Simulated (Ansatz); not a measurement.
# A series in volume scale on Ta

All results are calculated (Ansatz 0.2.0). Periodic Kohn-Sham DFT of a crystal at fixed atoms, scaled to volume_scale times the given cell; pressure positive in compression, energy less spherical unpolarised free atoms, largest_vzz the field gradient of largest size among the nuclei.

The cell before it is scaled or strained (space group Im-3m, No. 229):
```
cell vectors (Å)
  -1.6513     1.6513     1.6513
   1.6513    -1.6513     1.6513
   1.6513     1.6513    -1.6513
atoms (fractions of the cell vectors)
Ta  0.00000  0.00000  0.00000
```

Settings of every row: method frozen-core PAW; functional PBEsol; relativity scalar; k mesh 15x15x15; filling fermi-dirac; smearing width 0.05 eV; wave cutoff 420 eV; paw set soft_2.

Atom start moment: 0 on all atoms.

Limits: PAW files made with PBE; no spin-orbit coupling on heavy atoms.

| row | volume scale | V (Å³/atom) | pressure (GPa) |
| --- | --- | --- | --- |
| 1 | 0.94 | 16.93 | 9.344 |
| 2 | 0.96 | 17.291 | 4.421 |
| 3 | 0.98 | 17.651 | -0.038 |
| 4 | 0.99 | 17.831 | ? |
| 5 | 1 | 18.01 | -4.06 |
| 6 | 1.01 | 18.191 | -5.92 |
| 7 | 1.02 | 18.371 | -7.688 |
| 8 | 1.04 | 18.731 | -10.969 |
| 9 | 1.06 | 19.092 | -13.945 |

Question: what pressure should row 4 give?

Worked fit of pressure. Take u = (V_r/V)^(2/3) − 1 with V_r = 18.101 Å³ an atom, which is twice the finite (Eulerian) strain; such expansions in the strain, on which the Birch-Murnaghan equation of state is built, carry the rest volume and the bulk modulus. The shown rows have u = 0.0456, 0.03099, 0.01692, 0.00337, -0.0033, -0.00982, -0.02255, -0.03491. Least squares give pressure = −5.0032 + 281.379 × u + 728.95 × u² GPa; a straight line predicts inner rows, each left out in turn, worse (root mean square 0.38 against 0.01 GPa). The rows lie off it by 0.001, 0.004, -0.004, -0.013, 0.004, 0.008, 0.009, -0.007 (root mean square 0.0072 GPa). The pressure vanishes at u = 0.0170, or V = 17.65 Å³ an atom, and there the bulk modulus at fixed shape and fractions is B = −V dP/dV = (2/3)(1 + u) dP/du = 208 GPa. The withheld row has u = 0.01007, so the fit gives −5.0032 + 281.379 × (0.01007) + 728.95 × (0.01007)² = -2.096 GPa.

The calculation gave -2.101 GPa. The fit lies 0.005 GPa (0.021 % of the column's range) above it; its largest miss of a shown row is 0.013 GPa.
